InO (P-6m2, 4-atom cell, initially a = 3.454 and c = 15.877 Å, not relaxed at this level), strained along c at fixed volume and fractional coordinates. Computed with Ansatz 0.2.0: plane-wave PAW, r2SCAN, scalar-relativistic, no spin polarisation, 500 eV cutoff, 12×12×2 k mesh, 0.05 eV Gaussian smearing. Energies are relative to ratio 1; pressure is positive in compression.

| axial ratio (over its starting value) | energy change (meV/atom) | pressure (GPa) | gap on mesh (eV) |
| --- | --- | --- | --- |
| 0.8 | 307.0 | -3.22 | 0.515 |
| 0.85 | 167.0 | -3.21 | 0.655 |
| 0.92 | 50.1 | -2.74 | 0.816 |
| 0.96 | 15.6 | -2.29 | 0.806 |
| 1 | 0.0 | -1.75 | 0.709 |
| 1.05 | 3.1 | -0.95 | 0.541 |
| 1.1 | 27.4 | -0.06 | 0.327 |
| 1.2 | 125.5 | 1.89 | 0.000 |
| 1.3 | 265.3 | 3.92 | 0.000 |

## What the path does to the layer

The crystal in the table is a single layer of InO with about 11 Å of vacuum above it. Its atoms are stacked O–In–In–O, as the forces and the axial stress of all nine rows agree. The axial ratio is the height of the cell divided by its width, relative to the starting cell. When it rises, the cell narrows in the plane and grows taller, at fixed volume. Most of that volume is vacuum, so the path is better read through the bonds than through the volume.

Two bonds matter, and they change in opposite directions. From ratio 0.8 to 1.3 the In–In bond lengthens from 2.46 to 3.41 Å, while the In–O bonds shorten from 2.25 to 2.06 Å. The atoms keep their fractional positions, so the In–In pair must follow the height of the cell. A real strained layer would let its atoms relax and would pay less energy.

The energy forms a plain bowl. Its lowest point lies near ratio 1.02, because the starting cell had not been relaxed with this functional; no symmetry fixes the place of the minimum. The gap, the energy between the highest filled and the lowest empty state, behaves less simply. It breaks its trend at 0.96 and again at 1.2, and at 1.3 the layer itself turns unexpectedly soft.

## Row 0.96: the gap stops rising

From 0.8 to 0.92 the gap rises steadily, by 23 to 28 meV for each 0.01 of axial ratio. Had the rise from 0.85 to 0.92 simply gone on, the gap at 0.96 would be 0.90 eV. The calculation gives 0.81 eV, about 0.1 eV less. The gap is already slightly lower at 0.96 than at 0.92, and it then falls faster with each step up to 1.1.

A single bond would hardly produce this shape. Each bond changes in one direction along the whole path, so a gap that followed only one of them should run one way. A gap, however, is the smallest of many distances between filled and empty states. If one distance grows along the path while another shrinks, the gap follows the first until the second becomes smaller. The curve then bends downwards where they cross.

Bonding theory suggests which distances these are. The low empty states of an indium oxide are largely indium s states, pushed up by their antibonding overlap with oxygen. At small ratios the In–O bonds are long, this push is weak, and the gap is small. Raising the ratio shortens the In–O bonds, which should lift these states and widen the gap.

At larger ratios the stretched In–In bond probably takes over. Two indium atoms that share an electron pair have a filled bonding level and an empty antibonding level. As the atoms separate, the filled level rises and the empty one falls. Narrowing the cell also brings neighbouring atoms in the plane closer, which broadens the bands and can narrow the gap further.

The calculation supports the bend but does not identify the states, since the character of the bands was not recorded. A parabola through the four rows from 0.96 to 1.1 overshoots the gap at 0.85 by 0.2 eV, so the falling side does not continue to the left. One parabola through all seven rows with a gap does better there, but still misses that row by 0.05 eV. The points are too widely spaced to tell a sharp crossing from a rounded one, in which the two states mix. Nor do they rule out that the edge states stay the same throughout, with the two bonds shifting them in opposite ways. The k mesh may also miss the true band edges and so shift the bend.

## Row 1.2: the gap is used up

At ratio 1.2 the gap is zero. That zero marks a limit: once the highest filled band reaches above the lowest empty one, a gap can shrink no further, although the bands keep moving. The size of the overlap can be estimated by continuing the falling side. With x for the natural logarithm of the axial ratio, the parabola through the rows from 0.96 to 1.1 is

gap ≈ 0.709 − 2.86 x − 12.0 x² (in eV).

For ratio 1.2, x is 0.182. The second term is then −0.52 eV and the third −0.40 eV, which leaves about −0.2 eV. If the falling side continues this far, the bands overlap by roughly that amount. This row was not part of the fit, and its printed zero cannot test the size of the overlap. The bond picture suggests why the gap falls but does not supply the constants.

There is a second sign that the layer has become a metal. The calculation smears the filling of the states slightly, and this changes the energy only if some states are partly filled. The correction vanishes in every row with a gap and appears at 1.2 and 1.3.

The parabola reaches zero near ratio 1.16, but the table itself places the closing only between 1.1 and 1.2. The functional, r2SCAN, usually gives gaps that are too small. A real layer held in the same shapes would therefore probably keep its gap to a somewhat larger ratio.

## Why the energy hardly notices

The total energy depends on all filled states together. When a different state becomes the edge of the gap, the same states remain filled. The bend near 0.96 therefore has no reason to show in the energy, and it does not.

The closing of the gap does change the filling, but gently at first. Electrons spill from the top of one band into the bottom of the other. In a flat layer their number grows roughly in proportion to the overlap, and so does the energy that each one gains. The total gain thus grows as the square of the overlap: the energy has neither a jump nor a kink, only a lower curvature.

That curvature is the stiffness of the layer along this path. It can be found from the stresses, because a small change dx in x shrinks both in-plane lengths by the fraction dx/3 and stretches the axial length by the fraction 2dx/3. The energy per atom then has the slope

dE/dx = ⅔ V (in-plane pressure − axial pressure),

where V is the volume per atom. The stiffness is the change of this slope divided by the change of x. Added up along the path, the slope reproduces each energy step to within 0.8 meV per atom.

## Row 1.3: the layer gives way

Up to ratio 1.2 the stiffness declines gradually, from 12.6 to 8.7 eV per atom. A straight continuation of its last two values gives 7.7 eV per atom for the step from 1.2 to 1.3. The calculation gives 6.1 eV per atom, about 21 % less. The size of this break is approximate: there is only one step beyond 1.2, and the gap already closes within the step before it.

The energy column hides the break because it acts over a short stretch. The missing stiffness is 1.6 eV per atom, and x grows by 0.08 in this step. The energy is lowered by about ½ × 1.6 × 0.08² eV, or 5 meV per atom. That is small beside the 265 meV per atom stored at ratio 1.3.

The forces point to the In–In bond as one cause. Between 1.1 and 1.2 the net force pulling each indium atom back towards its partner rises from 0.54 to 1.01 eV/Å. Between 1.2 and 1.3 the bond lengthens by a similar amount, yet the force reaches only 1.10 eV/Å. The oxygen next to each indium atom pulls it the other way, and more weakly at 1.3 than at 1.2. Once this is allowed for, the pull between the two halves of the layer even falls slightly in this step. Any chemical bond behaves in this way when it is overstretched: the pull grows, passes a maximum and then fades.

The overlap of the bands should soften the layer as well, and the two causes are closely linked. Stretching the In–In bond weakens it and also brings its filled and empty levels together. The bond's own pull is unlikely to be the whole cause. It levels off gradually along the path, whereas the overlap sets in only after 1.1 and so fits a sudden softening better. About half of the missing stiffness also lies in the in-plane stress, on which an upright In–In bond does not act directly. This path cannot fully separate the shares, because it narrows the cell at the same time. Stretching the pair at fixed width would be the direct test.

Rows 1.2 and 1.3 carry two more reservations. The k mesh was chosen for an insulator and may be too coarse for a metal, which could change the size of the softening. The calculation also kept all electrons paired, whereas a strongly stretched bond may prefer to leave them unpaired. A magnetic state, which was not tested, might lie lower in energy and could reopen a gap.

For a similar layer, the first step is to ask which bond keeps the filled and empty edge states apart. Stretching that bond should narrow the gap. If the same strain shortens another bond that also controls an edge, a maximum may appear between the two regimes. The printed analysis below gives the fits and the bond lengths row by row.

Output of the analysis:

```
Layer along the path (slope and stiffness are for the step from the row before):
   row  In-O/A  In-In/A  gap slope/meV per 0.01  stiffness/eV per atom  smearing correction/meV per atom
   0.8   2.254    2.464                     n/a                    n/a                                 0
  0.85   2.222    2.565                      28                  12.61                                 0
  0.92   2.183    2.704                      23                  11.33                                 0
  0.96   2.163    2.782                    -2.5                  10.52                                 0
   1.0   2.145    2.859                  -24.25                  10.12                                 0
  1.05   2.125    2.954                   -33.6                  9.777                                 0
   1.1   2.108    3.047                   -42.8                  9.458                                 0
   1.2   2.078    3.228                   -32.7                  8.686                             0.065
   1.3   2.056    3.405                       0                  6.136                            0.2878
Vacuum between layers at ratio 1, A: 11.44
Largest difference of stress work and energy step, meV/atom: 0.7663
Axial ratio of the energy minimum, from the stresses: 1.018
fit of gap_on_mesh on 7 rows (gap_on_mesh > 0): constant 0.7072 +/- 0.015, coefficient of x -2.486 +/- 0.18, coefficient of x**2 -15.48 +/- 1.1; rms 0.0224, worst 0.85 0.0473, leave-one-out rms 0.0539
  rows outside the fit (model, value, miss): 1.2 -0.2606, 0, -0.261; 1.3 -1.011, 0, -1.01
fit of gap_on_mesh on 4 rows ((axial_ratio > 0.95) & (axial_ratio < 1.15)): constant 0.7092 +/- 0.00016, coefficient of x -2.862 +/- 0.0037, coefficient of x**2 -12.03 +/- 0.054; rms 0.00011, worst 1.0 0.000151, leave-one-out rms 0.000699
  rows outside the fit (model, value, miss): 0.8 0.7487, 0.515, 0.234; 0.85 0.8565, 0.655, 0.202; 0.92 0.8642, 0.816, 0.0482; 1.2 -0.2127, 0, -0.213; 1.3 -0.87, 0, -0.87
Gap at 0.96 if the rise from 0.85 to 0.92 went on, eV: 0.9026
Computed gap at 0.96 less that continuation, eV: -0.09658
Ratio where the falling arm extrapolates to zero gap: 1.163
Stiffness from 1.2 to 1.3 if the earlier softening went on, eV/atom: 7.72
Computed stiffness there below that continuation, percent: 20.51
```
